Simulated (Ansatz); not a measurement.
## Ligand exchange: C2H3ClF2 + C2H3FGe → CClF3 + C3H6Ge

Gas-phase species: C2H3ClF2 (1-chloro-1,1-difluoroethane) `CC(F)(F)Cl`, singlet; C2H3FGe `C#[C][GeH2][F]`, singlet; CClF3 `FC(F)(F)Cl`, singlet; C3H6Ge `C#[C][GeH2][CH3]`, singlet. The partners trade CH3 for F: C–CH3 and Ge–F bonds give way to C–F and Ge–CH3.

Shapes, held fixed at every level: PBE0-D4/def2-TZVP. Programs: Ansatz 0.2.0. The zero-point and thermal change to 298 K, harmonic and unscaled (PBE0-D4/def2-TZVP), is -3.2 kJ/mol.

(1) Estimate ΔH(298 K) of this reaction.

## Answers

(1) The highest level, CCSD(T)/def2-TZVPP, gives ΔH(298 K) = +86.7 kJ/mol; the levels span +80.3 to +91.1. The column of differences is taken from that level and isn't an error. No measured value is set beside it here. Relativity is left out for Ge. Outer-core shells of Ge are correlated, in sets that cover them unevenly.

```json
{"level": "PBE-D4/def2-TZVPP", "kind": "GGA", "ΔH(298 K) (kJ/mol)": "+80.3", "less CCSD(T)/def2-TZVPP": "-6.4"}
{"level": "B3LYP-D4/def2-TZVPP", "kind": "global hybrid", "ΔH(298 K) (kJ/mol)": "+91.1", "less CCSD(T)/def2-TZVPP": "+4.4"}
{"level": "r2SCAN0-D4/def2-TZVPP", "kind": "global hybrid", "ΔH(298 K) (kJ/mol)": "+83.3", "less CCSD(T)/def2-TZVPP": "-3.4"}
{"level": "wB97M-V/def2-TZVPP", "kind": "range-separated hybrid", "ΔH(298 K) (kJ/mol)": "+86.0", "less CCSD(T)/def2-TZVPP": "-0.7"}
{"level": "wB97X-V/def2-TZVPP", "kind": "range-separated hybrid", "ΔH(298 K) (kJ/mol)": "+88.3", "less CCSD(T)/def2-TZVPP": "+1.6"}
{"level": "MP2/def2-SVP", "kind": "perturbation theory", "ΔH(298 K) (kJ/mol)": "+83.9", "less CCSD(T)/def2-TZVPP": "-2.8"}
{"level": "CCSD/def2-TZVPP", "kind": "coupled cluster or CI", "ΔH(298 K) (kJ/mol)": "+87.8", "less CCSD(T)/def2-TZVPP": "+1.1"}
{"level": "CCSD(T)/def2-TZVPP", "kind": "coupled cluster or CI", "ΔH(298 K) (kJ/mol)": "+86.7", "less CCSD(T)/def2-TZVPP": "0.0"}
```

The exchange is strongly endothermic at every level, +86.7 kJ/mol with CCSD(T), so fluorine favours germanium and methyl favours carbon in this pair. The likely reason is the loss of a very polar Ge–F bond, strengthened by the large electronegativity difference, together with the replacement of a C–C bond by a weaker Ge–C bond, whose more diffuse germanium orbitals overlap less well with carbon. The new C–F bond is itself strong and gains from the mutual stabilisation of fluorines on one carbon, but this evidently doesn't make up the loss.

The vibrational and thermal term is only -3.2 kJ/mol, so the preference is essentially electronic. The small shift from CCSD to CCSD(T) suggests that connected triples largely cancel between the two sides, while MP2's closeness in a smaller basis may owe something to compensating errors. With two gas molecules on each side, entropy probably won't overturn the preference for the reactants, though the enthalpy says nothing about the barrier to exchange.
